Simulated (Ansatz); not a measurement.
Ni: free energy error per atom against smearing width

Results calculated with Ansatz 0.2.0, not measured. Plane-wave density functional theory, scalar-relativistic PAW datasets made under PBE, Gamma-centred meshes; one setting moves on a fixed relaxed cell, energies count from the zero-width extrapolation of the reference run, pressure is Pulay-corrected at fixed cutoff and positive in compression.

Structure of every row (space group Fm-3m, No. 225):
```
CELL_PARAMETERS angstrom
0.00000 1.75720 1.75720
1.75720 0.00000 1.75720
1.75720 1.75720 0.00000
ATOMIC_POSITIONS crystal
Ni 0.00000 0.00000 0.00000
```

Settings of every row: spin polarised no; functional PBE; wave cutoff 420 eV; k mesh 15x15x15; smearing method gaussian; reference k mesh 15x15x15; reference smearing width 0.1 eV; reference wave cutoff 420 eV; reference smearing method fermi_dirac; swept setting smearing; valence electrons per atom 18.

Atom starting moment: 0 on all atoms.

Limits: held non-magnetic: a magnetic state may lie lower; settings are moved on purpose, so some rows are far from converged.

```csv
row,smearing width (eV),free energy error per atom (meV),zero smearing energy error per atom (meV),pressure (GPa)
1,0.01,7.02,7.11,-0.79
2,0.03,6.37,7.12,-0.77
3,0.1,-1.96,6.98,-0.58
4,0.2,-25.94,3.39,-0.2
5,0.3,?,?,?
```

Question: what free energy error per atom should row 5 give?

Worked fit of free energy error per atom. Smearing changes a smooth quantity, to lowest order, with the square of the width, so take w² in eV². The shown rows have w² = 0.0001, 0.0009, 0.01, 0.04. Their means are 0.01275 and -3.628 meV; the sums about the means are S_tt = 0.001051 and S_ty = -0.8658, whose ratio is the slope. Least squares give free energy error per atom = 6.88 − 824.09 × w² meV. The rows lie off it by 0.22, 0.23, -0.60, 0.14 (root mean square 0.35 meV). The constant, 6.88 meV, estimates the value at zero width. The withheld row has w² = 0.09, so the fit gives 6.88 − 824.09 × (0.09) = -67.29 meV.

The calculation gave -59.51 meV. The fit lies 7.78 meV (13 % of the value, 12 % of the column's range) below it; its largest miss of a shown row is 0.60 meV. This row lies beyond the range of the fit.

The other values of row 5: zero smearing energy error per atom -3.41 meV; pressure 0.23 GPa.
